## Five potentials, one crystal: what a pressure can identify

Boron phosphide is held in a fixed cell, and the pressure on that cell is calculated five times with PBE. The crystal, the functional and the k mesh stay the same. What changes is the description of the atomic cores, together with the plane-wave cutoff chosen to suit it. The question is whether the pressure reveals which description was used.

ABINIT plane-wave DFT calculations with PBE for boron phosphide (F-43m) in a fixed two-atom cell with 3.209 Å edges, without spin polarisation, spin–orbit coupling or dispersion correction. All runs use a 10×10×10 k mesh and Fermi–Dirac smearing of 0.05 eV. The basis is given as the plane-wave cutoff, and pressure is positive in compression. Candidates: JTH PAW PBE v2.0, SG15 NC PBE v1.2, SPMS NC PBE v1.0, PseudoDojo NC SR PBE v0.5 stringent, Ansatz NC PBE.

```csv
row,pressure (GPa),pressure less the median of the rows (GPa)
A,1.000,0.010
B,0.820,-0.170
C,0.990,0.000
D,0.360,-0.630
E,1.110,0.120
```

A positive pressure means that the crystal would expand if it were released. The second column of numbers subtracts the median of the five pressures, which serves as a yardstick and not as the true value. The cutoff is chosen for the potentials and would act as a label in disguise, so the identification is to rest on the pressures alone.

### What can differ between the runs

Only the outer electrons are treated explicitly here, five for phosphorus and three for boron in every run. The inner electrons are frozen in the state they have in a free atom. A norm-conserving potential (NC) replaces the nucleus and core by a smooth potential that scatters the outer electrons in the right way. The projector augmented-wave method (PAW) also works with smooth functions, but keeps a recipe for restoring the true shape of the orbitals near the nucleus.

Pressure tests such a construction severely. It is the rate at which the energy falls as the volume grows, so a constant error in the energy drops out. An error that changes as the bonds are stretched or squeezed remains. Two errors of that kind come into question.

The first lies in the basis. The usual stress formula follows a fixed set of plane waves while the cell is deformed. On compression their wavelengths shorten, and they describe the sharp parts of the orbitals better. If the set was incomplete, this improvement lowers the energy, the crystal seems to favour shrinking, and the calculated pressure comes out too low.

The second lies in the potential. The exchange-correlation energy is not additive: its value for core and valence density together differs from the sum of the two separate values. Where the densities overlap, a potential that ignores this carries an error that is balanced in the reference atom, but not fully in a crystal, where the valence density has changed. The nonlinear core correction repairs this by adding a model core density whenever exchange and correlation are evaluated. It matters most for atoms whose core reaches far into the valence region.

### Assigning the rows

Row D stands apart. Its 0.36 GPa lies 0.46 GPa below the nearest neighbour, whereas the other four rows together span only 0.29 GPa. It is therefore reasonable to look for a candidate that is built differently from the rest.

SG15 is the best choice, because it is known for leaving out the nonlinear core correction. PseudoDojo generally includes it, and PAW carries a core density along as part of the method. Whether SPMS and Ansatz include it is left open here, so D = SG15 is probable but not certain. Theory gives no simple rule for the sign of the resulting pressure error, so the argument explains why SG15 might stand apart, and not why it should stand apart on the low side.

The competing choice for D would be the run with the least complete basis, since that error does have a predictable direction. PAW is usually run at a low cutoff, and this might tempt one to write JTH beside the lowest pressure. But PAW functions are made smooth so that a low cutoff suffices. A low cutoff is thus no sign of a poor basis, and the case for JTH is weaker than the case for SG15.

The other four rows remain ambiguous. A and C differ by 0.01 GPa, which is no basis for a decision. B lies somewhat lower and E somewhat higher, but no known property of the candidates predicts shifts of this size. Even with D settled, 24 ways of distributing the remaining labels are left, and the pressures favour none of them convincingly.

### The labels

The rows with their labels:

```csv
potentials,basis,pressure (GPa),pressure less the median of the rows (GPa)
SG15 NC PBE v1.2,1034 eV,0.360,-0.630
SPMS NC PBE v1.0,816 eV,0.820,-0.170
PseudoDojo NC SR PBE v0.5 stringent,1034 eV,0.990,0.000
JTH PAW PBE v2.0,544 eV,1.000,0.010
Ansatz NC PBE,1116 eV,1.110,0.120
```

The one probable assignment was right: D is SG15. The choice by cutoff would have failed, since JTH has the lowest cutoff of all and lies practically at the median. PAW thus falls among the norm-conserving sets, and its different construction leaves no recognisable mark on the pressure.

The most telling comparison is between SG15 and PseudoDojo. They share a cutoff of 1034 eV and the same valence electrons, yet their pressures differ by 0.63 GPa. The nominal cutoff therefore can't explain the gap between them. It would be too much to conclude that the basis plays no part, because a harder potential needs more plane waves, and equal cutoffs do not guarantee equal convergence.

The bands offer a second view of the same difference. In the same set of runs the direct gap at Γ is 3.427 eV with SG15, while the other four lie between 3.400 and 3.407 eV. The geometry is identical, so this shift does not come from a change of volume. The peculiarity of SG15 reaches the electronic structure and is not confined to the stress. This fits a difference in the potential, but it doesn't single out the core correction as its source; for that, one would have to compare two versions of the same potential, with and without the correction.

Among the other three norm-conserving sets the pressure does rise with the cutoff, from SPMS through PseudoDojo to Ansatz. That is the direction expected if basis errors shrink. But the potential changes at every step as well, so the order may equally reflect the potentials. Raising the cutoff with one potential held fixed would separate the two.

### How large is the disagreement?

A pressure difference becomes easier to judge as a difference in lattice constant. The bulk modulus B states how much pressure a relative change of volume costs. For a small pressure difference ΔP the volume changes by the fraction ΔP/B. The volume of a cubic crystal grows as the cube of its lattice constant a, so the relative change in length is one third of that:

Δa/a ≈ ΔP/(3B)

For boron phosphide B is roughly 165 GPa, a recalled value. The distance of SG15 from the median then gives

Δa/a ≈ 0.63/(3 × 165) ≈ 0.0013

or about 0.13 %. With a cubic lattice constant of 4.54 Å this is roughly 0.006 Å, and SG15 would relax to the shorter lattice. The estimate assumes that all sets share the same stiffness and that the response is linear. The second assumption is safe for so small a strain; the first is plausible but was not tested by relaxing the cells.

A difference that looks dramatic as a pressure is thus small as a length. A stiff crystal turns a slight disagreement about the best bond length into a sizeable stress. In a softer crystal the same disagreement in length would show up as a smaller pressure.

### What belongs to the crystal and what to the settings

All five sets agree that the pressure is positive. In each description the cell is slightly smaller than the one PBE would choose for a static lattice. The same estimate, applied to the median pressure, puts the expansion on release at about 0.2 %. An incomplete basis would normally make the pressure too low, so removing that error should leave the sign as it is. The sign also survives every change of potential made here, so it is probably a property of PBE in this cell and not of one particular set.

The scatter around the median belongs to the potentials and their basis sets. For four of the sets it stays within 0.17 GPa, and for SG15 it reaches 0.63 GPa. Agreement among the four close rows makes a value near 1 GPa credible, but it is not a comparison with a calculation that treats all electrons explicitly.

This matters in practice when a calculated stress is to describe a strained layer. If the unstrained lattice constant comes from one set of potentials and the stress from another, their disagreement enters the result as a stress that no layer feels. Between SG15 and PseudoDojo the disagreement is 0.63 GPa of pressure in the present cell. In a layer that is free to relax along its normal, the false stress in the plane would be expected to be somewhat smaller. The remedy is to relax the unstrained crystal with the same potentials and cutoff that are used for the strained one, and to count the stress from there.
